\section*{Office hour: Chebyshev coefficients of a pole, and a Fermi factor that went missing}

\textbf{Lecturer:} Your notes say that 27 Chebyshev polynomials carry the valence Green's function of silicon at 300 K to $10^{-8}$. That number is wrong, and I label the attempt wrong before we read it. Start with your conventions.

\textbf{Student:} I take $\hbar=1$, energies $e$ in eV measured from the chemical potential $\mu$, $\tau$ in eV$^{-1}$, and $G(\tau)=-\langle T_\tau\, c(\tau)c^\dagger(0)\rangle$. At 300 K, $k_BT=25.85$ meV and $\beta=38.68$ eV$^{-1}$. One level gives, for $0<\tau<\beta$,
\begin{equation}
G(\tau)=-(1-f)\,\mathrm{e}^{-e\tau},\qquad f=\frac{1}{\mathrm{e}^{\beta e}+1}.
\label{pole}
\end{equation}
The measured gap is 1.12 eV at 300 K (compiled value, Wing 2021). I assume $\mu$ at midgap, so the top of the valence band is at $e=-0.56$ eV. For the band I use a free-electron model: eight electrons in the primitive cell $a_L^3/4=40.03$ \AA$^3$, with a typical lattice constant $a_L\approx5.43$ \AA. Then $n=0.1999$ \AA$^{-3}$, $k_F=(3\pi^2n)^{1/3}=1.809$ \AA$^{-1}$, and with $\hbar$ restored the model width is $W=\hbar^2k_F^2/2m=12.47$ eV. The deepest level lies $w_{\max}=13.03$ eV below $\mu$, so $\beta w_{\max}=504.0$.

\subsection*{The attempt (wrong)}

\textbf{Student:} Put $x=2\tau/\beta-1$ and $a=\beta e/2$, so that $e\tau=a(x+1)$. With $x=\cos\theta$, $T_k(x)=\cos k\theta$ and the modified Bessel function
\begin{equation}
I_k(a)=\frac1\pi\int_0^\pi \mathrm{e}^{a\cos\theta}\cos k\theta\,d\theta ,
\label{bessel}
\end{equation}
the cosine series of $\mathrm{e}^{-a\cos\theta}$ has coefficients $I_k(-a)=(-1)^kI_k(a)$:
\begin{equation}
\mathrm{e}^{-ax}=I_0(a)+2\sum_{k\ge1}(-1)^kI_k(a)\,T_k(x).
\label{gen}
\end{equation}
Writing $G=\sum_k c_kT_k$, my program evaluates in double precision, on a dense mesh of levels,
\begin{equation}
f\leftarrow\frac{1}{1+\mathrm{e}^{\beta e}},\qquad p\leftarrow 1-f,\qquad
c_k\leftarrow-(2-\delta_{k0})(-1)^k\;p\cdot \mathrm{e}^{-a}\cdot I_k(a).
\label{wrong}
\end{equation}
I keep $T_0,\dots,T_{N-1}$ and take the smallest $N$ with $\sum_{k\ge N}|c_k|<\varepsilon=10^{-8}$ for every level. The output is $N=27$. All levels deeper than 0.950 eV below $\mu$ come out with $c_k=0$, which I read as physics: those states are full, no electron can be added to them, and they drop out of $G$ at positive $\tau$. The effective bandwidth is then 0.950 eV, $\beta w=36.74$, and the textbook rule $N\approx\sqrt{\beta w\ln(1/\varepsilon)}$ with $\ln10^{8}=18.42$ gives 26.0. Program and rule agree to one polynomial. So I do not accept yet that it is wrong.

\subsection*{The symptom}

\textbf{Lecturer:} They agree because you fed the rule a bandwidth read off the faulty output. Test something that the output did not supply. What is $G(0^+)+G(\beta^-)$ for one level?

\textbf{Student:} From \eqref{pole}, $G(0^+)=-(1-f)$, and since $(1-f)\mathrm{e}^{-\beta e}=f$, $G(\beta^-)=-f$. The sum is $-1$, the anticommutator. With $T_k(1)=1$ and $T_k(-1)=(-1)^k$,
\begin{equation}
\sum_{k\ \mathrm{even}}c_k=-\tfrac12,\qquad f=-\sum_k c_k .
\label{sum}
\end{equation}

\textbf{Lecturer:} And your deep levels give?

\textbf{Student:} Zero for both. So a level that I called full has occupation zero.

\textbf{Lecturer:} Count electrons. Your survivors lie within $0.950-0.56=0.390$ eV of the band top. The free-electron count grows as the $3/2$ power of the energy above the band bottom, so they are a fraction $1-(1-0.390/12.47)^{3/2}$, about 5 per cent. The model keeps 0.4 of its 8 electrons per cell and loses 7.6. Did you change the temperature?

\textbf{Student:} At 600 K I again got 27, and I was pleased: a basis size independent of temperature. The cutoff moved to 1.90 eV. At 150 K everything vanished, and I blamed the mesh.

\textbf{Lecturer:} A cutoff at a fixed $\beta|e|=36.74$ knows nothing about silicon. It equals $53\ln2$. At 150 K it sits at 0.475 eV, inside the gap, above every valence level. These are the symptoms: a broken sum rule, a missing charge, and a threshold that is the word length of your machine.

\subsection*{The faulty line}

\textbf{Student:} But \eqref{wrong} is algebraically exact. Show me the false equality.

\textbf{Lecturer:} There is none on paper. The fault is the assignment $p\leftarrow1-f$, together with keeping $p$ apart from the exponentials that it has to cancel. For $e<0$ put $y=\mathrm{e}^{\beta e}=\mathrm{e}^{-\beta|e|}$; the true $p$ is $y/(1+y)$. Doubles just above 1 are spaced by $2^{-52}$, so $1+y$ rounds to 1 once $y\le2^{-53}=1.1\times10^{-16}$. Then $f=1$ and $p=0$ exactly. That is $\beta|e|\ge53\ln2=36.74$, or $|a|\ge18.37$, or 0.950 eV at 300 K. Just above the threshold in $y$, the sum rounds up to $1+2^{-52}$, $p$ comes out as $2^{-52}$, and the level gets up to twice its weight. This mis-weighting is confined to about one $k_BT$, which holds $\tfrac32(8/W)k_BT=0.025$ electrons in the model, so the count of 0.4 stands.

\textbf{Student:} At least the band edge is safe. There $\beta|e|=21.66$ and $y=3.9\times10^{-10}$, far above the rounding unit.

\textbf{Lecturer:} The absolute rounding error of $p$ is of order $2^{-53}$, so its relative error is of order $2^{-53}\mathrm{e}^{\beta|e|}=2.8\times10^{-7}$. Every $c_k$ of that level carries the same relative error. Even your best level cannot be trusted to $10^{-8}$.

\textbf{Student:} I still resist on physical grounds. At the band bottom $|a|=252.0$ and the hole occupation is $10^{-218.9}$. Setting that to zero is the best approximation I have ever made.

\textbf{Lecturer:} For the hole occupation, yes. But look at what multiplies it. With $|a|=252$, $\mathrm{e}^{-a}=10^{109.4}$ and $I_0=10^{107.8}$. The product of the three is $c_0=-0.02514$. Use $1-f=f\mathrm{e}^{\beta e}$ in \eqref{pole}:
\begin{equation}
G(\tau)=-f\,\mathrm{e}^{e(\beta-\tau)} .
\label{hole}
\end{equation}
For $e<0$ this is of order one within $1/|e|$ of $\tau=\beta$. By antiperiodicity, $G(\tau-\beta)=-G(\tau)$, that end of the interval is the removal of an electron, seen at small negative times. A full level is absent near $\tau=0^+$ and fully present near $\tau=\beta^-$. The Fermi factor is the normalisation of a growing exponential, and a normalisation cannot be dropped for being small.

\textbf{Student:} Then a one-line repair does it: $p\leftarrow1/(1+\mathrm{e}^{-\beta e})$, with no subtraction.

\textbf{Lecturer:} That removes the cancellation and leaves the overflow. The largest double is just under $2^{1024}=\mathrm{e}^{709.78}$, so $\mathrm{e}^{-\beta e}$ becomes infinite at 18.35 eV below $\mu$. Your band, at 504.0, passes. Your $GW$ self-energy does not. In a plasmon-pole model $\Sigma$ has poles at each occupied level minus the plasmon energy, and each has the $\tau$ dependence of \eqref{pole} times a residue. Your density gives $\hbar\omega_p=\hbar\sqrt{nq^2/\varepsilon_0m}=16.60$ eV, with $q$ the elementary charge, so the model's deepest pole is at 29.63 eV and $\beta|e|=1146$. There $p=1/\infty=0$ again, and the coefficient is 0 or NaN according to the order of the multiplications. In single precision your original line is worse still: the threshold is $24\ln2=16.64$, or 0.430 eV, and the whole valence band is erased at 300 K.

\subsection*{The mended calculation}

\textbf{Lecturer:} Cancel on paper what the machine cannot cancel. Since $1-f=1/(1+\mathrm{e}^{-2a})$,
\begin{equation}
(1-f)\,\mathrm{e}^{-a}=\frac{\mathrm{e}^{-a}}{1+\mathrm{e}^{-2a}}=\frac{1}{2\cosh a},
\qquad G=-\frac{\mathrm{e}^{-ax}}{2\cosh a},
\end{equation}
and with \eqref{gen}
\begin{equation}
G=-\frac{I_0(a)+2\sum_{k\ge1}(-1)^kI_k(a)\,T_k(x)}{2\cosh a}.
\label{result}
\end{equation}
The form is symmetric: $a\to-a$ is $x\to-x$, so a full level is the mirror image of an empty one. Adding \eqref{gen} at $x=1$ and $x=-1$ gives $I_0+2\sum_{m\ge1}I_{2m}=\cosh a$, and the first rule of \eqref{sum} follows.

\textbf{Student:} Numerator and denominator both still grow as $\mathrm{e}^{|a|}$.

\textbf{Lecturer:} Correct. Coded as it stands, \eqref{result} has only doubled the range: $2\cosh a$ overflows at $|a|=709.78$, which is 36.70 eV in double precision, and at $|a|=128\ln2=88.72$, which is 4.59 eV in single. Take the last step. Write $2\cosh a=\mathrm{e}^{|a|}(1+\mathrm{e}^{-2|a|})$ and define $t_k=\mathrm{e}^{-|a|}I_k(|a|)$. With $(-1)^kI_k(a)=(-\operatorname{sgn}a)^kI_k(|a|)$,
\begin{equation}
c_k=-(2-\delta_{k0})\,\frac{(-\operatorname{sgn}a)^k\,t_k}{1+\mathrm{e}^{-2|a|}},
\qquad
G=-\frac{\mathrm{e}^{-ax-|a|}}{1+\mathrm{e}^{-2|a|}} .
\label{safe}
\end{equation}
Every exponent is now zero or negative, the denominator lies between 1 and 2, and nothing is subtracted. The $t_k$ are positive, and \eqref{gen} at $x=-1$ gives $t_0+2\sum_{k\ge1}t_k=1$. Get them from an exponentially scaled Bessel routine, never as a product of $\mathrm{e}^{-|a|}$ and $I_k$, or run $t_{k-1}=t_{k+1}+(2k/|a|)\,t_k$ downward from a high order and normalise with that sum.

\textbf{Student:} May I drop $1+\mathrm{e}^{-2|a|}$ now? For my band it differs from 1 by at most $3.9\times10^{-10}$.

\textbf{Lecturer:} For this band and this $\varepsilon$ you could, because here it is a small correction to a number of order one. Keep it all the same: for a level at $\mu$ it equals 2.

\subsection*{Why the basis grows as a square root}

\textbf{Lecturer:} For large $|a|$ the integrand of \eqref{bessel} is concentrated at small $\theta$. Set $\cos\theta\approx1-\theta^2/2$ and extend the range to infinity:
\begin{equation}
t_k\approx\frac1\pi\int_0^\infty \mathrm{e}^{-|a|\theta^2/2}\cos k\theta\,d\theta
=\frac{\mathrm{e}^{-k^2/2|a|}}{\sqrt{2\pi|a|}},
\qquad \frac{I_k}{I_0}\approx \mathrm{e}^{-k^2/2|a|}\quad(\text{at argument }|a|).
\label{gauss}
\end{equation}
The layer near $\tau=\beta$ has width $1/|a|$ in $x$, but $1-x\approx\theta^2/2$ makes it $|a|^{-1/2}$ wide in $\theta$, and $\cos k\theta$ resolves it with $k\sim|a|^{1/2}$. A uniform $\tau$ grid would need a number of points proportional to $|a|$ itself. Setting the ratio equal to $\varepsilon$ at $|a|=\beta w_{\max}/2$,
\begin{equation}
N\approx\sqrt{2|a|\ln(1/\varepsilon)}=\sqrt{\beta w_{\max}\ln(1/\varepsilon)} .
\label{root}
\end{equation}

\textbf{Student:} That is one coefficient relative to the first. It is not the error in $G$, and you have not shown that the deepest level is the worst.

\textbf{Lecturer:} Both can be done exactly. Since $|T_k|\le1$, the truncation error is bounded by $\sum_{k\ge N}|c_k|$. For $a<0$ all $c_k$ are negative and $T_k(1)=1$, so the bound is reached at $\tau=\beta^-$:
\begin{equation}
E_N(a)=\max_\tau|G-G_N|=\frac{2\sum_{k\ge N}t_k}{1+\mathrm{e}^{-2|a|}} .
\label{tail}
\end{equation}
From $I_k'=(I_{k-1}+I_{k+1})/2$ we get $dt_k/d|a|=(t_{k-1}+t_{k+1})/2-t_k$. The sum over $k\ge N$ telescopes, so $2\sum_{k\ge N}t_k$ has derivative $t_{N-1}-t_N$, which is positive because $I_k$ at positive argument falls with its order. The denominator falls with $|a|$. So $E_N$ rises with $|a|$, and for a non-negative spectral function of unit weight within $|e|\le w_{\max}$ the error is at most $E_N$ at $w_{\max}$. Now insert \eqref{gauss} and replace the sum by an integral from $N-\tfrac12$:
\begin{equation}
E_N\approx\operatorname{erfc}\!\left(\frac{N-\frac12}{\sqrt{2|a|}}\right),
\qquad N\approx\tfrac12+u_\varepsilon\sqrt{\beta w_{\max}},
\qquad \operatorname{erfc}u_\varepsilon=\varepsilon .
\label{erfc}
\end{equation}
For $\varepsilon=10^{-8}$, $u_\varepsilon=4.052$. Since $\operatorname{erfc}u\approx\mathrm{e}^{-u^2}/(u\sqrt\pi)$ and $u\sqrt\pi=7.2$ here, $u_\varepsilon^2=16.42$ lies below $\ln(1/\varepsilon)=18.42$. The scaling is that of \eqref{root}, with a slightly smaller constant.

\textbf{Student:} And the neglected $\theta^4$? At $k\approx90$ and $|a|=252$ the ratio $k/|a|$ is not small.

\textbf{Lecturer:} Do the saddle point properly. The exponent $|a|\cos\theta+ik\theta$ is stationary at $\theta=iv$ with $\sinh v=k/|a|$. With $s=\sqrt{a^2+k^2}$ this gives
\begin{equation}
t_k\approx\frac{\mathrm{e}^{\eta}}{\sqrt{2\pi s}},\qquad
\eta=s-|a|-k\operatorname{arsinh}\frac{k}{|a|}=-\frac{k^2}{2|a|}+\frac{k^4}{24|a|^3}-\dots
\label{saddle}
\end{equation}
At $k=92$ and $|a|=252$ the quadratic term is $-16.79$ and the quartic one $+0.19$, which raises the tail by a factor 1.2. The slope $|d\eta/dk|=\operatorname{arsinh}(k/|a|)$ is 0.36 per order, so this costs about half a polynomial. At your $|a|=18.37$ and $k=27$ the order exceeds the argument, the quartic term is 3.6, and the Gaussian is out of its range. There the smaller constant of \eqref{erfc} and the fatter tail of \eqref{saddle} nearly cancel, so your 26.0 against 27 confirmed nothing, not even the rule. Here are the estimates beside the exact sums \eqref{tail}, with $|a|$ rounded as shown and $N$ the smallest integer with $E_N<10^{-8}$.

\begin{center}
\begin{tabular}{lcccccc}
\hline
pole & $|a|$ & Eq.~\eqref{root} & Eq.~\eqref{erfc} & $N$ & $10^9E_{N-1}$ & $10^9E_N$\\
\hline
rounding cutoff, 0.950 eV (wrong) & 18.37 & 26.0 & 25.1 & 27 & 16 & 4.9\\
band bottom, 13.03 eV & 252 & 96.4 & 91.5 & 92 & 14 & 9.6\\
deepest pole of $\Sigma$, 29.63 eV & 573 & 145.3 & 137.7 & 138 & 13 & 9.9\\
\hline
\end{tabular}
\end{center}

\textbf{Lecturer:} The first row reproduces your output. Even with the doubled weight at the threshold the tail is $9.8\times10^{-9}$, so 27 passes your test. The last row is per unit residue. The two lower rows show the square root: $138/92=1.50$ against $\sqrt{573/252}=1.51$.

\subsection*{The size of the error}

\textbf{Student:} So the model needs 92 polynomials for its valence $G$, and my 27 is too small by a factor 3.4. Suppose I mend the coefficients but keep the basis of 27, which I have already built my transforms on.

\textbf{Lecturer:} Evaluate \eqref{tail} at $N=27$ and $|a|=252$; the estimate \eqref{erfc} is good there, since $k/|a|$ is small. You get $E_{27}=0.095$. By \eqref{sum} the bottom level then holds 0.905 of an electron per spin orbital in place of 1, seven orders of magnitude off your target. So the slip did two kinds of damage. Directly, it set $G$ to zero for 95 per cent of the model's valence states, an error of the full size of the function near $\tau=\beta^-$, and removed 7.6 of 8 electrons per cell. Indirectly, it handed you a basis that stays wrong at the ten per cent level after the line is repaired.

\textbf{Student:} How much of this belongs to silicon and how much to my free-electron band?

\textbf{Lecturer:} The thresholds of 0.950, 18.35 and 36.70 eV depend only on the temperature and the number format. The sizes 92 and 138 are the model's; they depend on the depth of the lowest pole through a square root only, so a relative change of that depth moves them by half as much. They cover the occupied side. If you keep empty states further from $\mu$ than 13.03 eV, those set $w_{\max}$, and \eqref{safe} holds unchanged with $a>0$. The surviving fraction is where the model misses: its density of states is largest at the band top, whereas in real silicon it vanishes there, and typically only around one per cent of the valence states lie within 0.390 eV of the edge. The 5 per cent is thus several times too high, and the real loss of charge would be larger than the model's.

\textbf{Student:} Then I code \eqref{safe}, take $w_{\max}$ from the spectrum and not from the output, and test both rules of \eqref{sum} level by level before I count polynomials.

\textbf{Lecturer:} Add one run at twice the temperature. The band-bottom $|a|$ halves, and by \eqref{erfc} $N$ must fall by about $\sqrt2$. If it stays put, the machine is choosing your bandwidth.